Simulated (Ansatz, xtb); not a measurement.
## Relative energy of two isomers of C2H6OSeSi

Structure X: `CC(=O)[SiH2][SeH]`, a singlet. Structure Y: `[SeH][SiH2][C@@H]1CO1`, a singlet. Both are isolated molecules in the gas phase, relaxed with B3LYP-D3(BJ)/def2-SVP; the shapes shown needn't be the lowest conformers.

X (Å):

```xyz
11

C    -0.2394    0.7587    0.8595
C     0.8119   -0.2811    1.1760
O     0.8226   -0.9105    2.2142
Se    3.8798    1.0155    0.4375
Si    2.2819   -0.5641   -0.0613
H     0.2485    1.7241    0.6427
H    -0.9339    0.8651    1.7053
H    -0.7925    0.4683   -0.0501
H     1.9192   -0.2872   -1.4809
H     2.7802   -1.9543    0.1070
H     3.9672    0.5691    1.8430
```

Y (Å):

```yaml
atoms:
  - { symbol: C, position_ang: [1.7063, -0.0427, 0.2486] }
  - { symbol: C, position_ang: [2.0733, 0.0062, -1.1796] }
  - { symbol: O, position_ang: [0.8316, -0.5471, -0.7793] }
  - { symbol: Se, position_ang: [-0.1008, 2.7650, -0.3029] }
  - { symbol: Si, position_ang: [1.0606, 1.4692, 1.1927] }
  - { symbol: H, position_ang: [-0.6129, 1.5319, -0.9394] }
  - { symbol: H, position_ang: [0.2086, 0.9956, 2.3203] }
  - { symbol: H, position_ang: [2.1749, 2.2900, 1.7449] }
  - { symbol: H, position_ang: [2.1766, -0.8372, 0.8498] }
  - { symbol: H, position_ang: [2.8078, -0.7137, -1.5637] }
  - { symbol: H, position_ang: [2.0142, 0.9586, -1.7221] }
```

Quicker runs give these differences E(Y) − E(X): GFN2-xTB +3.8 kcal/mol; HF/STO-3G +10.3 kcal/mol (at GFN2-xTB geometries); r2SCAN-D4/def2-SVP +24.2 kcal/mol (at GFN2-xTB geometries).

Question: Estimate E(Y) − E(X) at the level CCSD(T)/def2-SVP + ΔMP2/def2-TZVPP.

Answer: Calculated at CCSD(T)/def2-SVP + ΔMP2/def2-TZVPP: E(Y) − E(X) = +22.5 kcal/mol, so structure X lies lower.

How the difference moves with the method:

```
                             level               geometry  E(Y) − E(X) (kcal/mol)  departure from the last row (kcal/mol)  job, with rough time for the two
                          GFN2-xTB               GFN2-xTB                      +3.8                                   −18.7              optimisation, 0.43 s
                         HF/STO-3G               GFN2-xTB                     +10.3                                   −12.2              single point, 0.92 s
                r2SCAN-D4/def2-SVP               GFN2-xTB                     +24.2                                    +1.7               single point, 4.4 s
             B3LYP-D3(BJ)/def2-SVP  B3LYP-D3(BJ)/def2-SVP                     +25.4                                    +2.9             optimisation, 2.4 min
                       HF/def2-SVP  B3LYP-D3(BJ)/def2-SVP                     +28.2                                    +5.7           part of the CCSD(T) run
                      MP2/def2-SVP  B3LYP-D3(BJ)/def2-SVP                     +24.2                                    +1.7           part of the CCSD(T) run
                  CCSD(T)/def2-SVP  B3LYP-D3(BJ)/def2-SVP                     +25.3                                    +2.8                      single point
CCSD(T)/def2-SVP + ΔMP2/def2-TZVPP  B3LYP-D3(BJ)/def2-SVP                     +22.5                                                        single point, 54 s
```

As drawn, Y has 2 C–O in place of 1 C=O. Structure X has no ring, Y a 3-membered ring.

None of the levels shown reverses the order. The largest departure from CCSD(T)/def2-SVP + ΔMP2/def2-TZVPP is that of GFN2-xTB, 18.7 kcal/mol. The last row adds to CCSD(T) the change of the MP2 difference between the two basis sets, here −2.8 kcal/mol.

With thermal terms from frequencies at re-optimised GFN2-xTB minima (ideal gas, soft modes damped towards free rotors, one conformer each, 298.15 K, 1 atm): on the last row, ΔE + ΔZPE = +23.9, ΔH = +23.0, ΔG = +25.2 kcal/mol.

The correlated steps freeze 17 core orbitals; the filled d shell of Se is correlated, in a basis made for valence electrons. Mirror images aren't counted in ΔG. Run with Ansatz 0.2.0, xtb 6.7.1; the last row on 2 threads of Intel(R) Xeon(R) Platinum 8259CL CPU @ 2.50GHz (Skylake/Cascade Lake) on a shared host.

The acylsilane X lies well below the oxirane Y, by 22.5 kcal/mol at the highest level. Both isomers keep the Si–Se unit, so the gap mainly reflects the exchange of a strong carbonyl π bond for a second C–O single bond in a strained ring. The three-membered ring forces bent, poorly overlapping bonds and eclipsed substituents, much as in oxirane itself compared with acetaldehyde.

The preference is already present at Hartree–Fock level, and correlation in the same basis only trims it from +28.2 to +25.3 kcal/mol, so it is not a correlation effect. The much smaller HF/STO-3G gap probably reflects a minimal basis too inflexible to describe the polar carbonyl group.

Free energy favours X more than enthalpy does, which means that Y has the lower entropy, as expected when ring closure replaces a floppy acetyl group with a stiffer framework. The energy gap says nothing about how long Y would survive, since reaching X requires both C–O cleavage and hydrogen migration, whose barrier was not computed.
